Student: In one dimension a delta potential is harmless: an attractive g δ(x) has one bound state, at E = −mg²/2ħ², and nothing diverges. In two dimensions you drop an infinity and keep a number. I don't trust that.

Lecturer: Then we do it with nothing dropped. There are three premises. First, one spinless particle of mass m in d dimensions, H₀ = −ħ²∇²/2m, with energy counted from the bottom of the free band. Second, a fixed scatterer at the origin, of range R small against every wavelength of interest, written formally as V = g δ(r), with g < 0 for attraction. Third, the conventions: the imaginary-time kernel is K(r,r′;τ) = ⟨r|exp(−Hτ/ħ)|r′⟩, the Green function is G(E) = (E − H)⁻¹, and below the spectrum

G(r,r′;E) = −(1/ħ) ∫₀^∞ dτ exp(Eτ/ħ) K(r,r′;τ).  (1)

For E < 0 we write E = −ħ²κ²/2m. For E = ħ²k²/2m > 0 we take E + i0, which means κ → −ik.

Student: Where is the path integral?

Lecturer: In the Feynman–Kac form K is the sum over free paths, each weighted by exp[−(g/ħ)∫dτ′ δ(r(τ′))]. Expand the exponential. The n-th term has n time integrals and 1/n!, and ordering the times cancels the n!. Each delta pins the path at the origin at one time, and between pins the path is free. So the term is (−g/ħ)ⁿ times a convolution of n + 1 free kernels: r′ to 0, then n − 1 returns 0 to 0, then 0 to r. The transform (1) turns the convolution into a product. Each kernel gives −ħG₀, and with the overall −1/ħ the prefactor is (−1/ħ)(−g/ħ)ⁿ(−ħ)ⁿ⁺¹ = gⁿ. The series is geometric:

G(r,r′) = G₀(r,r′) + G₀(r,0) T(E) G₀(0,r′),  1/T = 1/g − G₀(0,0;E).  (2)

Student: A geometric series needs |g G₀(0,0)| < 1.

Lecturer: If G₀(0,0) is finite it vanishes as E → −∞, so the series converges there, and the closed form is continued analytically in E. The trouble is the "if". The free kernel is K₀ = (m/2πħτ)^(d/2) exp(−m|r − r′|²/2ħτ). For r ≠ 0 the Gaussian protects short times, and (1) gives, with ρ ≡ m/(2πħ²),

d = 2: G₀(r,0) = −2ρ K₀(κr), with K₀ here the modified Bessel function,
d = 3: G₀(r,0) = −ρ exp(−κr)/r.  (3)

At r = 0 the integrand is τ^(−d/2) at short times. It is integrable for d = 1, where G₀(0,0) = −m/(ħ²κ) and the zero of 1/T at κ = m|g|/ħ² is your bound state. It is logarithmically divergent for d = 2, and a power divergence for d > 2. The divergence comes from very short return loops.

Student: Then 1/T is infinite, T = 0, and the delta does nothing.

Lecturer: Formally, yes, but what a shrinking potential of fixed integrated strength does depends on the sign of g. In d ≥ 2 free paths hit a given point with probability zero, so for g > 0, where the path weight lies between 0 and 1, it becomes invisible. For g < 0 the weight is unbounded and that argument fails. Bound levels drop to −∞. In d = 2 the depth scales as 1/R², like the kinetic energy, and the finite-energy scattering vanishes. In d = 3 a spherical well of depth V₀ = ħ²q²/2m has (qR)² = 3m|g|/(2πħ²R), which grows without bound. Its scattering length R[1 − tan(qR)/(qR)] is of order R between resonances but diverges each time qR passes an odd multiple of π/2 and a new level appears, so the scattering has no limit. In none of these cases does fixed g define a point scatterer with a finite effect. A real scatterer has a size, so we put that in first. Replace V by g|χ⟩⟨χ| with ⟨k|χ⟩ = 1 for |k| < K and zero above. For a separable V the iteration of G = G₀ + G₀VG is exactly geometric, so (2) holds exactly, with ⟨χ|G₀|χ⟩ for G₀(0,0), and with ⟨r|G₀|χ⟩, which tends to (3) for r ≫ 1/K, for the outer factors.

Student: Two dimensions first.

Lecturer: There d²k/(2π)² = ρ dε, so ρ is the constant density of states per area and spin. With Λ = ħ²K²/2m and E < 0,

G₀(0,0) = ρ ∫₀^Λ dε/(E − ε) = −ρ ln[(Λ − E)/(−E)],
1/T = −1/|g| + ρ ln[(Λ − E)/(−E)].  (4)

The logarithm falls monotonically from +∞ at E → 0⁻ to zero at E → −∞, so 1/T has exactly one zero for any attraction, however weak. Call it E = −E_B:

E_B = Λ/[exp(1/ρ|g|) − 1] ≈ Λ exp(−2πħ²/(m|g|)),  (5)

the last form for ρ|g| ≪ 1, that is E_B ≪ Λ. Now use the zero to eliminate g: 1/|g| = ρ ln[(Λ + E_B)/E_B]. Then, still exactly,

1/T = ρ ln[E_B/(−E)] + ρ ln[(Λ − E)/(Λ + E_B)].  (6)

The second term is −ρ(E + E_B)/Λ to leading order and vanishes as Λ → ∞ at fixed E_B:

T(E) = (2πħ²/m)/ln[E_B/(−E)].  (7)

Student: So you hold E_B fixed and let g go where it must. That is the trick I objected to.

Lecturer: It is a change of parameters. The pair (g, Λ) enters low-energy physics through one combination only, and (6) states what is left over. Along a line of constant E_B, ρ|g| = 1/ln(1 + Λ/E_B) goes to zero logarithmically. Note that ρg is dimensionless. The formal Hamiltonian has no energy scale, and the scale E_B arises from the cutoff.

Student: A sharp edge in k is arbitrary. Another regulator gives another answer.

Lecturer: It gives another Λ, and the same (7). Try the one natural to paths: forbid returns shorter than τ₀. Then G₀(0,0) = −ρ ∫ dτ exp(−|E|τ/ħ)/τ from τ₀ to ∞, which is −ρ[−γ − ln(|E|τ₀/ħ)] for small τ₀, with γ Euler's constant. This is (4) at large Λ with Λ = e^(−γ)ħ/τ₀. Now a local potential, a disc of radius R and depth V₀, with |g| = πR²V₀. The s-wave bound state is J₀(qr) inside and K₀(κ_B r) outside, where ħ²q²/2m = V₀ − E_B. Matching logarithmic derivatives, with y = qR and x = κ_B R,

y J₁(y)/J₀(y) = x K₁(x)/K₀(x).  (8)

For a weak well the left side is (y²/2)(1 + y²/8), the right side is −1/[ln(x/2) + γ], and y² ≈ 2mV₀R²/ħ². Inverting, ln(x/2) + γ = −2/y² + 1/4. Since 4/y² = 2πħ²/(m|g|), this is (5) with Λ = 4 exp(1/2 − 2γ) ħ²/(2mR²) = 2.08 ħ²/(2mR²). The exponent is common to all three. The prefactor belongs to the short-distance physics, so (5) cannot predict E_B without a model of the scatterer, whereas (7) predicts everything else once E_B is given.

Student: How do I know that (7) describes a proper Hamiltonian? The sign might be wrong, for instance.

Lecturer: Test the pole. A normalised bound state must appear as ψ(r)ψ*(r′)/(E + E_B). Near the pole ln[E_B/(−E)] ≈ (E + E_B)/E_B, so T ≈ (E_B/ρ)/(E + E_B), with positive residue. With (3), |ψ|² = 4ρE_B K₀² = (κ_B²/π) K₀²(κ_B r). Because ∫₀^∞ x K₀² dx = 1/2, this integrates to exactly 1, and ∫₀^∞ x³K₀² dx = 1/3 gives ⟨r²⟩ = 2/(3κ_B²). A second test is the behaviour at the origin. As r → 0, K₀(κr) → −ln(κr/2) − γ, and ln[E_B/(−E)] = 2 ln(κ_B/κ), so

G(r,r′) → G₀(0,r′)[1 + T G₀(r,0)] = G₀(0,r′) ln(r/a₂)/ln(κ_B/κ),  a₂ = 2e^(−γ)/κ_B.

The shape ln(r/a₂) does not depend on E. Remove one point from the plane, and the free Hamiltonian needs a boundary condition there. The condition ψ ∝ ln(r/a₂) makes the radial Wronskian of any two allowed s waves vanish at the puncture, so no flux is lost, and a₂ labels the self-adjoint extensions.

Student: And above the band bottom?

Lecturer: −(E + i0) = E exp(−iπ), so 1/T = ρ[ln(E_B/E) + iπ]. The scattering state is exp(ik·r) + G₀(r,0)T, and (3) with κ = −ik gives G₀(r,0) = −iπρ H₀⁽¹⁾(kr). The s-wave part of the plane wave is J₀ = (H₀⁽¹⁾ + H₀⁽²⁾)/2, so the outgoing wave is multiplied by S = 1 − 2πiρT. Setting S = exp(2iδ) gives T = −exp(iδ) sin δ/(πρ), or 1/T = −πρ(cot δ − i). The imaginary parts match, which is unitarity, and the real parts give

cot δ = (1/π) ln(E/E_B).  (9)

So δ falls from π at the band bottom through π/2 at E = E_B towards zero. From H₀⁽¹⁾(z) → (2/πz)^(1/2) exp[i(z − π/4)], the scattered flux through a large circle gives the cross-section, a length, σ = (4/k) sin²δ. The change in local density of states, −(1/π) Im[G₀(r,0)² T], becomes (2ρ/πkr) sin δ cos(2kr + δ) for kr ≫ 1. These are the standing-wave rings around a scatterer.

Student: A potential cannot create states. Where did the bound state come from?

Lecturer: From the continuum. Since dG₀/dE = −G₀², ∫dᵈr G₀(r,0)² = −dG₀(0,0)/dE = d(1/T)/dE. The change in the total density of states is therefore −(1/π) Im d ln(1/T)/dE. For E > 0 this is (1/π) dδ/dE = −1/{E[π² + ln²(E/E_B)]}. With u = ln(E/E_B) its integral is −∫du/(π² + u²) = −1, which cancels the bound state. For the thermal density matrix exp(−βH) the trace changes by

ΔZ(β) = exp(βE_B) − ∫₀^∞ dE exp(−βE)/{E[π² + ln²(E/E_B)]},

which goes to zero as β → 0. Filling all states up to E displaces 1 + [δ(E) − π]/π = δ(E)/π electrons per spin, which is the Friedel sum.

Student: Now three dimensions.

Lecturer: With the same separable regulator,

G₀(0,0) = −(2m/ħ²)(1/2π²) ∫₀^K k²dk/(k² + κ²) = −(m/π²ħ²)[K − κ arctan(K/κ)].

For K ≫ κ, arctan(K/κ) = π/2 − κ/K + …, so G₀(0,0) = −mK/(π²ħ²) + mκ/(2πħ²), up to a term of relative size κ/K against the last one. The divergent piece does not depend on energy. Define a by

m/(2πħ²a) = 1/g + mK/(π²ħ²).  (10)

Then

T = (2πħ²/m)/(1/a − κ).  (11)

For scattering, κ = −ik, and (3) gives the wave exp(ik·r) + f exp(ikr)/r with f = −(m/2πħ²)T:

f = −1/(1/a + ik).  (12)

Comparing with f = 1/(k cot δ − ik) gives k cot δ = −1/a. Also f → −a as k → 0, so a is the scattering length, σ = 4πa²/(1 + k²a²), and Im f = k|f|², the optical theorem. At the origin 1 + TG₀(r,0) → 1 − (1/r − κ)/(1/a − κ) ∝ 1/r − 1/a, the Bethe–Peierls boundary condition.

Student: And the bound state is at E_B = ħ²/(2ma²). That is even in a, so there is always one.

Lecturer: No. The pole is at κ = 1/a, and a decaying wave needs κ > 0, so it exists only for a > 0. For a < 0 the pole lies on the second sheet, a virtual state. By (10), a > 0 with g < 0 needs |g| > π²ħ²/(mK). In three dimensions there is a threshold, because G₀(0,0) stays bounded as E → 0⁻ at fixed cutoff. In two it diverges there, since the density of states starts with a step. For a > 0, dκ/dE = −m/(ħ²κ) gives the residue (2πħ²/m)(ħ²/ma), hence |ψ|² = exp(−2r/a)/(2πa r²), which is normalised.

Student: What about repulsion, and d = 4?

Lecturer: For g > 0, (10) gives 0 < a < π/(2K), so a shrinks with the range, and the pole at κ = 1/a lies at the cutoff scale, where (11) was not derived. In the plane, g > 0 gives the form (7) with E_B replaced by Λ exp(1/ρg) > Λ, again outside the domain. So a pole is a bound state only if it is shallow on the scale ħ²/(2mR²). For d ≥ 4, G₀(r,0) ∝ r^(2−d), so ∫dᵈr G₀² ∝ ∫dr r^(3−d) diverges at the origin. Then the energy derivative of 1/T diverges too, one constant cannot absorb it, and there is no point interaction.

Student: Show me a real system.

Lecturer: The Shockley surface band of Cu(111) is a nearly parabolic two-dimensional electron gas. As approximate inputs take the band bottom 0.44 eV below the Fermi level and m* = 0.40 mₑ. A Cu or Co adatom is modelled as an attractive s-wave point scatterer, so (5) puts a state below the band bottom. I choose E_B = 40 meV for illustration. It is an assumed value, not a measured one. Third figures below only carry the arithmetic.

ħ²/2m* = 9.52 eV Å², 2πħ²/m* = 120 eV Å², ρ = 0.835 eV⁻¹ nm⁻² per spin.
The state lies at −0.48 eV from the Fermi level. κ_B = 0.0648 Å⁻¹, 1/κ_B = 15.4 Å, root-mean-square radius 12.6 Å, a₂ = 17.3 Å.
At the Fermi level E = 0.44 eV, k_F = 0.215 Å⁻¹, E/E_B = 11, ln 11 = 2.40, cot δ = 0.763, δ = 53°, σ = 12 Å, and δ/π = 0.29 electrons per spin.

Student: An adatom is not a point on that scale. How large is what you neglected?

Lecturer: Take R = 2.5 Å, roughly an atomic spacing in copper, so that ħ²/(2m*R²) = 1.52 eV. For the bound state (κ_B R)² = 0.026, which is small. Even so, the point wave function has weight 1 − x²[K₁²(x) − K₀²(x)] = 0.16 inside R, where its logarithmic peak is unphysical. At the Fermi level (k_F R)² = 0.29, which is not small. We can solve finite-range models exactly. The disc tuned through (8) to the same E_B has V₀ = 1.38 eV and |g| = 27 eV Å². Match J_l(qr) inside, now with ħ²q²/2m* = V₀ + E, to J_l cos δ_l − Y_l sin δ_l outside. With L = yJ_l′(y)/J_l(y) and x = kR,

tan δ_l = [xJ_l′(x) − L J_l(x)]/[xY_l′(x) − L Y_l(x)].

This gives δ₀ = 48° and 1.7° in each of l = ±1, channels that the point model sets to zero. The sharp cutoff (6) with K = 1/R adds 0.37 to ln 11 and gives 49°. So at the Fermi level the point value of 53° is off by about 5° for a disc of this size, and it deserves two figures at most.

Student: Could I compute E_B from the potential?

Lecturer: Only with care. For this disc the exponent 2πħ²/(m*|g|) is 4.4 and Λ = 3.2 eV. Deepen the disc by 10 %, and (8) moves E_B from 40 to 61 meV, while the weak-coupling form (5) gives 57 meV for the deeper disc. That sensitivity is the reason to treat E_B as the parameter. The role of dimension is also visible. In a sphere of the same radius and mass, rψ = sin(qr) must reach a maximum inside, qR > π/2, which needs V₀ > (π²/4)ħ²/(2m*R²) = 3.8 eV. With 1.38 eV, matching to r − a at zero energy gives a = R[1 − tan(qR)/(qR)] = −1.2 Å, and nothing binds.

Student: But this state is not below the whole spectrum. The copper conduction band extends far lower.

Lecturer: That is the main limit. The surface band is separated from bulk states of the same energy by parallel momentum, and the adatom breaks that conservation law. The surface electrons form an open system. Let χ have a bulk component as well. The series is still geometric, and 1/T = 1/g − G₀(0,0) − G_b, where G_b is the retarded bulk Green function projected on that component, with Im G_b < 0. Assume G_b constant over the window of interest, absorb its real part in E_B, and write −Im G_b = ρη. Then

1/T = ρ{ln[E_B/(−E)] + iη}.

The zero moves to −E = E_B exp(iη), or E = −E_B cos η − iE_B sin η, a resonance in the lower half plane. Above the band bottom, with ℓ = ln(E_B/E), S = [ℓ + i(η − π)]/[ℓ + i(η + π)], so |S| < 1. For an assumed η = 0.5 the pole lies 35 meV below the band bottom and 19 meV off the real axis, and |S|² = 0.67 at the Fermi level. The broadening is of the same order as the binding. A peak position in a tunnelling spectrum is then not E_B, and at least two parameters, E_B and η, are needed.

Student: So when may I use (7) and (11)?

Lecturer: Under these conditions. The dimension is 2 or 3. The energies satisfy |E|, E_B ≪ ħ²/(2mR²), with corrections of order (E + E_B)/Λ to the logarithm in the plane, and of relative order κR or kR to the energy-dependent term in space. There, a bound state needs a ≫ R. Distances satisfy r ≫ R. There is no resonance in l ≠ 0 and no long-range tail in the potential. The band is parabolic and isotropic up to the energy considered, and spin–orbit splitting is neglected. The scatterer is static and structureless, so that g does not depend on energy. An adatom level near the window gives g(E) a strong energy dependence and breaks this premise. The scatterer is also isolated, with neighbours much farther than 1/κ_B. For Cu the two spins share one E_B. For Co, which carries a d-shell moment, a static mean-field picture gives each spin its own E_B and η, and close to the Fermi level the fluctuating moment produces Kondo scattering, a many-body effect that no one-particle T of this form contains. Near the band bottom, where (κ_B R)² is a few per cent, the point model with a bulk loss term is on its firmest ground.